\section*{Appendix: The Breit operator as the low-frequency limit of transverse-photon exchange}

\subsection*{Premises and conventions}

Units are $\hbar=c=m=1$ with $\alpha=e^2/4\pi$; numerical energies are given in eV. In the Furry picture the electron field $\psi$ is expanded in eigenstates of $h=\boldsymbol\alpha\cdot\mathbf p+\beta+V(r)$, $h|a\rangle=\varepsilon_a|a\rangle$, where $V$ is a local, static potential (infinitely heavy nucleus plus optional screening). In Coulomb gauge the interaction consists of the instantaneous repulsion $\alpha/r_{12}$ and the coupling $-e\int d^3x\,\psi^\dagger\boldsymbol\alpha\psi\cdot\mathbf A$ to the transverse field
\begin{equation}
\mathbf A(\mathbf x)=\sum_{s=1,2}\int\!\frac{d^3k}{(2\pi)^3\sqrt{2k}}\,\boldsymbol\epsilon_{s}\left(a_{\mathbf ks}e^{i\mathbf k\cdot\mathbf x}+a^\dagger_{\mathbf ks}e^{-i\mathbf k\cdot\mathbf x}\right),
\end{equation}
with $[a_{\mathbf ks},a^\dagger_{\mathbf k's'}]=(2\pi)^3\delta_{ss'}\delta(\mathbf k-\mathbf k')$ and real polarisation vectors obeying $\sum_s\epsilon_s^i\epsilon_s^j=\delta_{ij}-k_ik_j/k^2$. Notation: $\mathbf r=\mathbf r_1-\mathbf r_2$, $r=r_{12}$, $\mathbf n=\mathbf r/r$, $\partial_i=\partial/\partial r_i$, so that $\nabla_1=\partial$ and $\nabla_2=-\partial$ on functions of $\mathbf r$. Derivatives inside an interaction operator act on its kernel only.

\subsection*{One-photon exchange}

Take the element $ab\to cd$ on the energy shell, $\omega\equiv\varepsilon_a-\varepsilon_c=\varepsilon_d-\varepsilon_b$. In second order one electron emits a photon and the other absorbs it. If electron 1 emits first ($a\to c$), the energy denominator is $\varepsilon_a-\varepsilon_c-k=\omega-k$; if electron 2 emits first ($b\to d$), it is $-\omega-k$. Both carry $+i0$ for outgoing waves. After $\mathbf k\to-\mathbf k$ in one ordering the vertex factors coincide, and
\begin{equation}
\frac1{2k}\left[\frac1{\omega-k+i0}+\frac1{-\omega-k+i0}\right]=-\frac1{k^2-\omega^2-i0}.
\end{equation}
The exchange is thus the matrix element $\langle cd|T(\omega)|ab\rangle$ of
\begin{equation}
T(\omega)=-4\pi\alpha\,\alpha_{1i}\alpha_{2j}\int\!\frac{d^3k}{(2\pi)^3}\,e^{i\mathbf k\cdot\mathbf r}\,\frac{\delta_{ij}-k_ik_j/k^2}{k^2-\omega^2-i0}.
\label{eq:Tk}
\end{equation}
With $I(\omega)=\alpha/r+T(\omega)$, the order-$\alpha$ interelectronic shift of a single determinant is
\begin{equation}
\Delta E=\sum_{a<b}\left[\langle ab|I(0)|ab\rangle-\langle ba|I(\varepsilon_a-\varepsilon_b)|ab\rangle\right].
\label{eq:dE}
\end{equation}
Direct terms are static; a frequency enters only through exchange between levels of different energy.

The Fourier transform of $1/(k^2+\mu^2)$ is $e^{-\mu r}/4\pi r$, and the $-i0$ selects the continuation $\mu=-i|\omega|$. For the second term of \eqref{eq:Tk} use
\begin{equation}
\frac1{k^2(k^2-\omega^2)}=\frac1{\omega^2}\left[\frac1{k^2-\omega^2}-\frac1{k^2}\right]
\end{equation}
and $k_ik_j\to-\partial_i\partial_j$. This gives
\begin{equation}
T(\omega)=-\alpha\,\alpha_{1i}\alpha_{2j}\left[\delta_{ij}\frac{e^{i|\omega|r}}{r}+\partial_i\partial_jf_\omega(r)\right],\qquad f_\omega=\frac{e^{i|\omega|r}-1}{\omega^2r}.
\label{eq:Tr}
\end{equation}

\subsection*{Low-frequency expansion}

The two functions expand as
\begin{align}
\frac{e^{i|\omega|r}}r&=\frac1r+i|\omega|-\frac{\omega^2r}2+\dots,\\
f_\omega&=\frac i{|\omega|}-\frac r2-\frac{i|\omega|r^2}6+\frac{\omega^2r^3}{24}+\dots
\end{align}
The term $i/|\omega|$ is independent of $r$ and is removed by the derivatives, so the limit $\omega\to0$ exists. For a radial function $\partial_i\partial_jf=n_in_jf''+(\delta_{ij}-n_in_j)f'/r$, whence
\begin{equation}
\partial_i\partial_jr=\frac{\delta_{ij}-n_in_j}r,\quad\partial_i\partial_jr^2=2\delta_{ij},\quad\partial_i\partial_jr^3=3r(\delta_{ij}+n_in_j).
\label{eq:dd}
\end{equation}
No contact term arises, because $\partial_ir=n_i$ is bounded and the flux through a small sphere about $r=0$ vanishes. At order $\omega^0$ the bracket in \eqref{eq:Tr} is $\delta_{ij}/r-(\delta_{ij}-n_in_j)/2r$, which is the Breit operator:
\begin{equation}
B=T(0)=-\frac\alpha{2r_{12}}\left[\boldsymbol\alpha_1\cdot\boldsymbol\alpha_2+(\boldsymbol\alpha_1\cdot\mathbf n)(\boldsymbol\alpha_2\cdot\mathbf n)\right]=G+B_{\rm ret},
\label{eq:B}
\end{equation}
\begin{equation}
G=-\alpha\frac{\boldsymbol\alpha_1\cdot\boldsymbol\alpha_2}{r},\qquad B_{\rm ret}=\frac\alpha{2r}\left[\boldsymbol\alpha_1\cdot\boldsymbol\alpha_2-(\boldsymbol\alpha_1\cdot\mathbf n)(\boldsymbol\alpha_2\cdot\mathbf n)\right],
\end{equation}
where $G$ is the Gaunt term. At order $|\omega|$ the bracket is $i|\omega|(1-\tfrac13)\delta_{ij}$, and at order $\omega^2$ it is $\omega^2r[-\tfrac12\delta_{ij}+\tfrac18(\delta_{ij}+n_in_j)]$. Therefore
\begin{equation}
T(\omega)=B-\frac{2i}3\alpha|\omega|\,\boldsymbol\alpha_1\cdot\boldsymbol\alpha_2+\frac{\alpha\omega^2r}8\left[3\,\boldsymbol\alpha_1\cdot\boldsymbol\alpha_2-(\boldsymbol\alpha_1\cdot\mathbf n)(\boldsymbol\alpha_2\cdot\mathbf n)\right]+\dots
\label{eq:exp}
\end{equation}
Odd powers of $|\omega|$ are anti-Hermitian and do not shift levels. For $\varepsilon_b>\varepsilon_a$ the linear term contributes $+\tfrac{2i}3\alpha|\omega|\,|\langle a|\boldsymbol\alpha|b\rangle|^2$ to \eqref{eq:dE}. This cancels the part $-i\Gamma_{b\to a}/2$ of the self-energy of $b$, where $\Gamma_{b\to a}=\tfrac43\alpha|\omega|\,|\langle a|\boldsymbol\alpha|b\rangle|^2$ is the dipole rate into the level $a$, which is occupied and so blocked. Every kernel in \eqref{eq:exp} is divergence-free, as the projector in \eqref{eq:Tk} demands; a current that is a pure gradient does not couple.

\subsection*{The second term as scalar retardation}

In Feynman gauge all four components propagate alike, $I_F=\alpha(1-\boldsymbol\alpha_1\cdot\boldsymbol\alpha_2)e^{i|\omega|r}/r$. Since $V$ is local, $[h,f]=-i\boldsymbol\alpha\cdot\nabla f$, and $[h_1,[h_2,f]]=-(\boldsymbol\alpha_1\cdot\nabla_1)(\boldsymbol\alpha_2\cdot\nabla_2)f$. Acting with $h_1$ and $h_2$ on the eigenstates gives $(\varepsilon_c-\varepsilon_a)(\varepsilon_d-\varepsilon_b)\langle cd|f|ab\rangle$, and the prefactor is $-\omega^2$ on shell. Thus
\begin{equation}
\langle cd|(\boldsymbol\alpha_1\cdot\nabla_1)(\boldsymbol\alpha_2\cdot\nabla_2)f|ab\rangle=\omega^2\langle cd|f|ab\rangle .
\label{eq:id}
\end{equation}
From \eqref{eq:Tr}, $I_F-I=\alpha[\omega^2-(\boldsymbol\alpha_1\cdot\nabla_1)(\boldsymbol\alpha_2\cdot\nabla_2)]f_\omega$, whose on-shell elements vanish by \eqref{eq:id}: the two gauges agree at every $\omega$. By \eqref{eq:dd}, $B_{\rm ret}=-\tfrac\alpha2(\boldsymbol\alpha_1\cdot\nabla_1)(\boldsymbol\alpha_2\cdot\nabla_2)\,r$, so
\begin{equation}
\langle cd|B_{\rm ret}|ab\rangle=-\tfrac12\alpha\omega^2\langle cd|r|ab\rangle ,
\label{eq:ret}
\end{equation}
which is the $\omega^2$ term of the retarded scalar potential $\alpha\cos(\omega r)/r$. Two consequences follow. Setting $\omega=0$ in Feynman gauge yields only $\alpha/r+G$ and loses a term of the same order as $G$, whereas Coulomb gauge keeps it. And $B_{\rm ret}$ vanishes for every on-shell element with $\omega=0$.

\subsection*{Power counting}

For inner shells $r\sim1/Z\alpha$ and $\omega\sim(Z\alpha)^2$; each $\boldsymbol\alpha$ couples a large to a small component and counts as the velocity $Z\alpha$. In units of $mc^2$,
\begin{equation}
\frac\alpha r\sim\alpha(Z\alpha),\qquad B\sim\alpha(Z\alpha)^3,\qquad{\rm Re}\,T(\omega)-B\sim\alpha\omega^2r(Z\alpha)^2\sim\alpha(Z\alpha)^5 .
\end{equation}
Equation \eqref{eq:ret} confirms the second estimate, $\alpha\omega^2r\sim\alpha(Z\alpha)^3$. The expansion parameter is $(\omega r)^2\sim(Z\alpha)^2$, and the anti-Hermitian term is of order $\alpha(Z\alpha)^4$, that of an allowed dipole width. The operator $\alpha/r+B$ with Dirac orbitals is complete through $\alpha(Z\alpha)^3$; its relativistic corrections at $\alpha(Z\alpha)^5$ are of the same formal order as the omitted frequency dependence.

\subsection*{The $1s^2$ pair in closed form}

Let $V=-\lambda/r_1+{\rm const}$, $\lambda=Z_{\rm eff}\alpha$, $\gamma=\sqrt{1-\lambda^2}$. The $1s$ spinors are
\begin{equation}
\psi_m=\sqrt{\frac{\rho(r_1)}{4\pi r_1^2}}\begin{pmatrix}\sqrt{(1+\gamma)/2}\,\chi_m\\ i\sqrt{(1-\gamma)/2}\,(\boldsymbol\sigma\cdot\hat{\mathbf r}_1)\chi_m\end{pmatrix},\quad\rho=\frac{(2\lambda)^{2\gamma+1}r_1^{2\gamma}e^{-2\lambda r_1}}{\Gamma(2\gamma+1)} .
\end{equation}
Both terms of \eqref{eq:dE} have $\omega=0$. For this pair $\alpha/r+B$ is the exact one-photon exchange, and $B_{\rm ret}$ drops out by \eqref{eq:ret}. Because $(\boldsymbol\sigma\cdot\hat{\mathbf r})^2=1$, the transition density is $\delta_{m'm}\rho/4\pi r_1^2$ and the Coulomb exchange term vanishes. From $[\sigma_i,\sigma_j]=2i\epsilon_{ijk}\sigma_k$ the current is
\begin{equation}
\psi_{m'}^\dagger\boldsymbol\alpha\psi_m=\frac{\lambda\rho}{4\pi r_1^2}\,\chi_{m'}^\dagger(\boldsymbol\sigma\times\hat{\mathbf r}_1)\chi_m .
\end{equation}
In $(\boldsymbol\sigma_1\times\hat{\mathbf r}_1)\cdot(\boldsymbol\sigma_2\times\hat{\mathbf r}_2)=(\boldsymbol\sigma_1\cdot\boldsymbol\sigma_2)(\hat{\mathbf r}_1\cdot\hat{\mathbf r}_2)-(\boldsymbol\sigma_1\cdot\hat{\mathbf r}_2)(\boldsymbol\sigma_2\cdot\hat{\mathbf r}_1)$ only the dipole term $(r_</r_>^2)\,\hat{\mathbf r}_1\cdot\hat{\mathbf r}_2$ of $1/r_{12}$ survives. The angular average of $\hat r_{1i}\hat r_{2j}\,\hat{\mathbf r}_1\cdot\hat{\mathbf r}_2$ is $\delta_{ij}/9$, which leaves $\tfrac29\boldsymbol\sigma_1\cdot\boldsymbol\sigma_2=-\tfrac23$ for the antisymmetric combination of the labels $m$. Hence
\begin{equation}
E_C=\alpha\!\iint\!\frac{\rho\rho}{r_>}\,dr_1dr_2,\qquad E_B=\frac23\alpha\lambda^2\!\iint\!\rho\rho\,\frac{r_<}{r_>^2}\,dr_1dr_2 .
\end{equation}
Put $x=2\lambda r_>$, $y=2\lambda r_<$, $s=x+y$, $u=(x-y)/s$ and $\nu=2\gamma$. The $s$ integral gives $\Gamma(2\nu+1)$. With $C=\Gamma(2\nu+1)/[4^\nu\Gamma(\nu+1)^2]$ the double integrals become $4\lambda C\int_0^1(1-u)(1-u^2)^{\nu-1}du$ and $4\lambda C\int_0^1(1-u)^3(1-u^2)^{\nu-2}du$. Odd powers of $u$ integrate elementarily; even powers give beta functions, which the duplication formula $C=\Gamma(\nu+\tfrac12)/[\sqrt\pi\,\Gamma(\nu+1)]$ reduces to rational functions of $\nu$:
\begin{equation}
E_C=\alpha\lambda\,\frac{1-C}\gamma,\qquad E_B=\frac43\alpha\lambda^3\,\frac{\nu+1-(3\nu+1)C}{\nu(\nu-1)} .
\label{eq:KK}
\end{equation}
For $\lambda\to0$, $C\to3/8$, so $E_C\to\alpha\lambda[\tfrac58+\tfrac34(1-\ln2)\lambda^2]$ and $E_B\to\alpha\lambda^3/4$.

\subsection*{K--L exchange at leading order}

Frequency dependence reaches the K shell through exchange with outer shells; the direct terms of $T$ vanish because a closed shell carries no net current. To leading order the small component is $\boldsymbol\sigma\cdot\mathbf p\,\phi/2$, and
\begin{equation}
\mathbf j_{ba}=\tfrac12\left[\phi_b^\dagger\mathbf p\phi_a+(\mathbf p\phi_b)^\dagger\phi_a\right]+\tfrac12\nabla\times(\phi_b^\dagger\boldsymbol\sigma\phi_a).
\end{equation}
Take hydrogenic orbitals with a common $\lambda$; then $\omega=3\lambda^2/8$ and the products decay as $e^{-\eta r_1}$, $\eta=3\lambda/2$. Summed over the spin labels of both shells, $\langle ba|1|ab\rangle$ gives 2, $\langle ba|\boldsymbol\sigma_1\cdot\boldsymbol\sigma_2|ab\rangle$ gives 6, and terms linear in one $\boldsymbol\sigma$ give zero.

\emph{Spin current.} Let $\tilde g(\mathbf k)$ be the transform of the real orbital product $g=\phi_a\phi_b$. For a full subshell $\sum|\tilde g|^2$ is isotropic, so $(\mathbf k\times\boldsymbol\sigma_1)\cdot(\mathbf k\times\boldsymbol\sigma_2)/4\to k^2\boldsymbol\sigma_1\cdot\boldsymbol\sigma_2/6$ in \eqref{eq:Tk}. With $k^2/(k^2-\omega^2)=1+\omega^2/k^2+\dots$ and the exchange sign,
\begin{equation}
E_{\rm spin}=\alpha\sum\left(4\pi D+\omega^2K\right),\quad D=\int\!g^2d^3r_1,\quad K=\iint\!\frac{g(\mathbf r_1)g(\mathbf r_2)}{r_{12}}\,d^3r_1d^3r_2 .
\end{equation}
The elementary integrals are $D=\lambda^3/81\pi$, $K=16\lambda/729$ for $2s$, and $\sum D=\lambda^3/81\pi$, $\sum K=3\cdot112\lambda/6561$ for the three $2p$ orbitals. The static parts are $\tfrac4{81}\alpha\lambda^3$ each; the frequency parts are $\alpha\lambda^5/324$ and $7\alpha\lambda^5/972$.

\emph{Convection current.} For $2s$ it is radial and spherically symmetric, hence a gradient, and does not couple. For $2p_z$, $g=Nze^{-\eta r_1}$ with $N^2=\lambda^8/32\pi^2$. Up to a gradient the current is $-i\phi_b\nabla\phi_a=i\lambda g\hat{\mathbf r}_1$, and $\nabla(ze^{-\eta r_1})=(\hat{\mathbf z}-\eta z\hat{\mathbf r}_1)e^{-\eta r_1}$ shows that this is equivalent to $\tfrac{2i}3N\hat{\mathbf z}e^{-\eta r_1}$. The reverse transition carries the complex conjugate. For spherical distributions $n_z^2\to\tfrac13$, and the real kernels of \eqref{eq:exp} become $-2\alpha/3r$ and $+\alpha\omega^2r/3$. The distribution $e^{-\eta r_1}$ has weight $8\pi/\eta^3$, $\langle1/r_{12}\rangle=5\eta/16$ and $\langle r_{12}\rangle=35/8\eta$. Counting two spins and three orbitals,
\begin{equation}
E_{\rm conv}=6\alpha\,\frac{4N^2}9\left(\frac{8\pi}{\eta^3}\right)^2\frac{5\eta}{24}\left(1-\frac{7\omega^2}{\eta^2}\right)=\frac{320}{2187}\alpha\lambda^3-\frac{140}{2187}\alpha\lambda^5 .
\end{equation}
The sums for the K and L shells are
\begin{equation}
E_B^{KL}=\frac{536}{2187}\alpha\lambda^3,\qquad E_\omega^{KL}=-\frac{235}{4374}\alpha\lambda^5 .
\label{eq:KL}
\end{equation}

\subsection*{Range of validity}

(i) The limit requires $|\omega|r\ll1$ over the transition current. The transforms above have poles at $k=\pm i\eta$, so the series in $\omega$ converges for $|\omega|<\eta$; for K--L exchange $\omega/\eta=\lambda/4$. As $Z\alpha$ approaches unity, \eqref{eq:Tr} has to be used whole. (ii) The derivation is on shell and of first order in $\alpha$. In iterations $\alpha/r+B$ must stand between projectors on the positive-energy states of $h$ (no-pair approximation). This reproduces two-photon exchange through order $\alpha^2(Z\alpha)^2$; the remainder, from negative-energy states, crossed photons and photon energies that are not small, starts at $\alpha^2(Z\alpha)^3$. (iii) Gauge equivalence and \eqref{eq:ret} rest on a local $V$ and fail in general for orbitals of the non-local Dirac--Fock operator. (iv) Self-energy, vacuum polarisation and recoil are separate contributions that $B$ does not contain.

\subsection*{Illustration: K shell of neutral Cu}

The model takes $Z=29$ and $Z_{\rm eff}=Z-5/16=28.6875$, the minimum of the nonrelativistic $1s^2$ energy $\zeta^2-2Z\zeta+5\zeta/8$ (in hartree); the outer electrons are represented by a constant potential. Then $\lambda=0.20934$, $\lambda^2=0.04382$, $\gamma=0.97784$, $C=0.37870$, and \eqref{eq:KK} gives $E_C=0.63537\,\alpha\lambda$ and $E_B=0.25333\,\alpha\lambda^3$. With $mc^2=510999$~eV the scales $\alpha\lambda$, $\alpha\lambda^3$, $\alpha\lambda^5$ are $780.6$, $34.21$ and $1.499$~eV.
\begin{center}
\begin{tabular}{llr}
\hline
pair & term & model energy (eV)\\
\hline
K--K & Coulomb & $496.0$\\
K--K & Breit (Gaunt only) & $8.67$\\
K--K & frequency-dependent & $0$\\
K--L & Breit, leading order & $8.4$\\
K--L & frequency-dependent, leading order & $-0.08$\\
\hline
\end{tabular}
\end{center}
The K--K Breit energy is $0.0175$ of the Coulomb repulsion and comparable to the relativistic part of that repulsion, $496.0-487.9=8.1$~eV, as the counting predicts. In K--L exchange $\omega=8.4$~keV and $\omega/\eta=0.052$; the frequency dependence lowers the Breit energy by a fraction $0.010$. K--M pairs add a smaller term that is not evaluated here.

Several omitted terms exceed the frequency dependence. The self-energy of each $1s$ electron is $(\alpha/\pi)(Z\alpha)^4F\,mc^2=2.38\,F$~eV, about 6~eV for the approximate input $F\approx2.6$, and rivals $E_B$ itself. The scales $\alpha^2\lambda^2$ and $\alpha^2\lambda^3$ of item (ii) are $1.2$ and $0.25$~eV. Since $E_B\propto Z_{\rm eff}^3$ at leading order, a change of $0.3$ in the screening constant changes it by 3 per cent, which sets the accuracy of the K--K entry. The K--L entries are cruder, because the L electrons of neutral Cu are screened far more strongly than a common $\lambda$ allows. The model's $2p$ fine-structure splitting, $\lambda^4mc^2/32=31$~eV, lies well above the roughly 20~eV typical of Cu, which indicates K--L magnitudes too large by a factor of about $1.5$. Within the model the Breit operator gives the transverse one-photon exchange of the Cu $1s^2$ pair exactly, about $8.7$~eV, and reproduces that between the K and L shells to about one per cent.